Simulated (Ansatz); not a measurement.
A series in volume scale on WC

Free energy against uniform scaling of the volume at fixed shape and fractions; periodic cell, basis, potentials, k mesh and filling as listed. The results are calculated, by Ansatz 0.2.0.

The cell before it is scaled or strained (space group Fm-3m, No. 225):
```
cell vectors (Å)
   0.0000     2.1927     2.1927
   2.1927     0.0000     2.1927
   2.1927     2.1927     0.0000
atoms (fractions of the cell vectors)
W   0.00000  0.00000  0.00000
C   0.50000  0.50000  0.50000
```

Settings of every row: functional LDA; dispersion none; potentials PAW; wave cutoff 550 eV; density cutoff 2200 eV; k mesh 11x11x11; k shift 0x0x0; occupations fermi dirac; smearing width 0.1 eV; spin none.

Limits: coarse k mesh, up to 40 meV an atom off; no spin-orbit coupling, which can matter with elements this heavy; the cell comes from a prototype or a list of computed structures and needn't be the stable phase.

| row | volume scale | V (Å³/atom) | energy above lowest point (meV/atom) | pressure (GPa) |
| --- | --- | --- | --- | --- |
| 1 | 0.88 | 9.277 | 98.7 | 41.32 |
| 2 | 0.92 | 9.699 | 21.8 | 17.97 |
| 3 | 0.96 | 10.121 | 0 | -0.73 |
| 4 | 1 | 10.542 | 22.4 | -15.72 |
| 5 | 1.04 | 10.964 | 80.1 | -27.72 |
| 6 | 1.08 | 11.386 | 166.2 | -37.31 |
| 7 | 1.12 | 11.807 | ? | ? |

Question: what energy above lowest point and pressure should row 7 give?

Worked fit of energy above lowest point. Take u = (V_r/V)^(2/3) − 1 with V_r = 10.332 Å³ an atom, which is twice the finite (Eulerian) strain; such expansions in the strain, on which the Birch-Murnaghan equation of state is built, carry the rest volume and the bulk modulus. The shown rows have u = 0.07445, 0.04305, 0.01385, -0.01332, -0.03881, -0.06271. Least squares give energy above lowest point = 6.34 − 837 × u + 27580 × u² + 4390 × u³ meV/atom; a parabola predicts inner rows, each left out in turn, worse (root mean square 0.47 against 0.067 meV/atom). All shown rows lie on it to the printed digit. Its lowest point lies at u = 0.0151, or V = 10.1 Å³ an atom, and the curvature there gives the bulk modulus at fixed shape and fractions, B = (4/9)(1 + u)² E″(u)/V = 404 GPa. The withheld row has u = -0.08512, so the fit gives 6.34 − 837 × (-0.08512) + 27580 × (-0.08512)² + 4390 × (-0.08512)³ = 274.7 meV/atom.

The calculation gave 274.8 meV/atom. The fit lies 0.1 meV/atom (0.036 % of the column's range) below it, one unit of the last digit. This row lies beyond the range of the fit.

Worked fit of pressure. Take u = (V_r/V)^(2/3) − 1 with V_r = 10.332 Å³ an atom, which is twice the finite (Eulerian) strain; such expansions in the strain, on which the Birch-Murnaghan equation of state is built, carry the rest volume and the bulk modulus. The shown rows have u = 0.07445, 0.04305, 0.01385, -0.01332, -0.03881, -0.06271. Least squares give pressure = −8.657 + 549.89 × u + 1550.3 × u² + 1074 × u³ GPa; a parabola predicts inner rows, each left out in turn, worse (root mean square 0.11 against 0.017 GPa). The rows lie off it by 0.00, 0.00, 0.01, -0.01, 0.01, 0.00. The pressure vanishes at u = 0.0151, or V = 10.1 Å³ an atom, and there the bulk modulus at fixed shape and fractions is B = −V dP/dV = (2/3)(1 + u) dP/du = 404 GPa. The withheld row has u = -0.08512, so the fit gives −8.657 + 549.89 × (-0.08512) + 1550.3 × (-0.08512)² + 1074 × (-0.08512)³ = -44.89 GPa.

The calculation gave -44.92 GPa. The fit lies 0.03 GPa (0.035 % of the column's range) above it; its largest miss of a shown row is 0.01 GPa. This row lies beyond the range of the fit.
